## Why doesn't the band gap of PbO fall at a steady rate with pressure?

I am looking at relaxed cells of tetragonal PbO between 3 and 60 GPa. The crystal is a stack of layers: *a* is the cell edge within a layer, and *c* is the distance from one layer to the next. Changes are relative to the cell relaxed at zero pressure, where the same calculation gives a gap of 1.27 eV.

Tetragonal PbO (P4/nmm, 4 atoms per cell), with cell and atoms relaxed at each pressure and the symmetry kept. Calculated with Ansatz 0.2.0 using PBE with D3(BJ) dispersion, scalar-relativistic plane-wave PAW without spin polarisation, a 420 eV cutoff, Gamma-centred k meshes and Gaussian smearing. Changes are relative to the cell relaxed at zero pressure (a = 4.034, c = 4.995 Å).

```csv
applied pressure (GPa),k mesh,smearing width,volume change (%),a change (%),c change (%),band gap (eV)
3,8×8×6,0.02 eV,-9.38,-0.55,-8.37,0.955
8,8×8×6,0.02 eV,-17.35,-0.88,-15.87,0.813
15,8×8×8,0.02 eV,-23.99,-0.69,-22.94,0.494
30,10×10×10,0.02 eV,-32.06,-0.42,-31.49,0.000
60,12×12×12,0.1 eV,-40.07,-1.94,-37.68,0.000
```

By 3 GPa the gap has dropped to 0.955 eV, about 0.104 eV for each GPa. At that rate it should close near 12 GPa, yet at 15 GPa about half an electronvolt is left. Is a fixed loss per GPa simply the wrong picture? And is the gap closing because the layers are squeezed in their own plane, or because they are pushed together?

## Answer

The numbers favour the layers being pushed together. Pressure matters through the distances it changes, and in this crystal it changes them very unevenly, both in direction and from one GPa to the next. A fixed loss per GPa misses the second kind of unevenness, and squeezing within the layers misses the first.

Start with the structure. Each layer has oxygen in the middle and lead on both faces, so lead faces lead across the space between layers. The lone pairs of lead point into that space, and the forces across it are weak compared with the Pb–O bonds within a layer. It is therefore the soft part of the crystal, and at zero pressure it is about 2.6 Å wide between the planes of lead atoms. At 30 GPa *c* is shorter by about 1.6 Å, so the space was wide enough at the start to take up the whole loss.

Mercury is a simpler system that shows what closer contact does to a gap. A mercury atom has a filled 6s and an empty 6p shell, as Pb²⁺ has. In dilute vapour these levels are well apart and the vapour is insulating; in the dense liquid both have spread into bands that overlap, and mercury is a metal. In PbO only the contact along one direction tightens strongly, and oxygen states mix into the filled band, so the likeness covers the direction of the effect and not the distance at which the gap closes.

Carried over to PbO, the argument runs like this. As the layers approach, electron states on neighbouring layers overlap more, and the bands they form become wider. The top of the filled band tends to rise and the bottom of the empty band, largely lead 6p, tends to sink. Either shift narrows the gap, though these calculations don't show how much each contributes. This is standard band theory applied to the structure; the table tests its consequence, that the gap should follow the layer distance.

**Are the layers being squeezed in their own plane?** The rows at 8 and 30 GPa answer this. Between them *a* grows slightly, from 0.88 % below its starting value to 0.42 % below it. If a shorter *a* were what closes the gap, the gap should have recovered a little. Instead it falls by 0.81 eV, while *c* goes on shrinking.

**Is there a fixed loss per GPa?** This is the tempting answer, because a pressure coefficient is what one naturally reads off the first points. But the crystal stiffens as the soft space is used up. The first 3 GPa shorten *c* by about 8 %, whereas the 30 GPa between the last two rows take away only about 6 % of the original length. Electrons respond to where the atoms are, so later GPa tend to have less to offer them. Averaged from zero pressure, the loss of gap per GPa drops from row to row, from 104 meV at 3 GPa to 24 meV at 60 GPa. Single steps are less regular: the gap loses 28 meV per GPa from 3 to 8 GPa, but 46 meV per GPa from 8 to 15 GPa.

Counted per per cent of *c* instead, the average loss stays between 29 and 40 meV in all five rows. That suggests a very simple model. For a small change of distance, each band edge shifts in proportion to the change, and so does the difference between the edges. With *x* for the loss of *c* in per cent and *k* for a constant,

lost gap = *k* · *x*

There is no added constant, because an uncompressed crystal has lost no gap. A third of the layer distance is not a small change, so the straight line has to earn its place.

A least-squares fit to the four rows up to 30 GPa gives *k* = 0.0366 eV per per cent of *c*. The same kind of fit with pressure in place of *x* gives 0.0451 eV per GPa. Within those four rows neither is clearly better: the typical miss is 0.09 eV for the layer distance and 0.12 eV for pressure. The row at 60 GPa, which was in neither fit, separates them.

There the table prints a gap of zero, but the calculated bands in fact overlap by 0.18 eV, which can be read as a gap of −0.18 eV. The layer model takes the 37.7 % loss of *c* and predicts

0.0366 × 37.7 = 1.38 eV lost, so 1.27 − 1.38 = −0.11 eV

The pressure model predicts

0.0451 × 60 = 2.71 eV lost, so 1.27 − 2.71 = −1.44 eV

One misses by less than a tenth of an electronvolt, the other by well over one. The test is harder on pressure, which doubles from 30 to 60 GPa while the loss of *c* grows by only about a fifth. That difference is the physical point: pressure keeps climbing while the layers approach ever more slowly.

The constant *k* is an average and should not be used for a single step. From 3 to 8 GPa the gap closes by only 19 meV per per cent of *c*, but from 15 to 30 GPa by 58 meV. One likely reason is that the top of the filled band changes place: by 15 GPa it belongs to a different electron wave, one that changes sign from each layer to the next. If the layers didn't feel each other, that change of sign would make no difference to the energy. To take over between 8 and 15 GPa, the new wave must have risen relative to the old one as the layers approached. This doesn't explain why the gap fell faster, per per cent of *c*, in the first 3 GPa than from 3 to 8 GPa. The calculation also samples only a grid of electron waves, which can miss the true band edges and add to the unevenness; at 3 and 8 GPa the table's gaps lie slightly below those on the grid, by at most about two hundredths of an electronvolt. The change of place can't be the whole cause of the closing, though: by 8 GPa, before the top made this jump, the gap had already lost 0.45 eV.

Two explanations remain that these numbers can't separate from the approach of the layers. Volume would do about as well as *c*, because roughly nine tenths or more of the compression, counted logarithmically, is along *c* in every row. The layers may also change inside, with the height of lead above the oxygen plane shifting as the next layer presses on it. I would guess that this contributes at the higher pressures, but it is untested here. The safe statement is that the gap closes along with the shortening of the stack, and not with a shrinking of the layers in their own plane. How much of that shortening the space between layers takes up is left open.

For practical use, don't read 30 GPa as the pressure at which PbO becomes a metal. In that row the bands only just touch, to within less than the smearing used in the calculation. This level of theory usually makes gaps too small, which would put the closing too early, and it omits spin–orbit coupling, which is sizeable for lead 6p states. The cells were also held to tetragonal symmetry, whereas real tetragonal PbO is known to distort under pressure, before 3 GPa is reached. These are therefore probably constrained cells, and a real sample will leave this curve.

For a related layered crystal, first ask whether the states at its band edges reach across the space between layers. If they do, and that space is soft, expect the gap to fall quickly over the first few GPa and then, on average, more slowly per GPa as the stack stiffens. A measured or calculated curve of layer distance against pressure is then a better guide to the gap than a slope taken at low pressure.
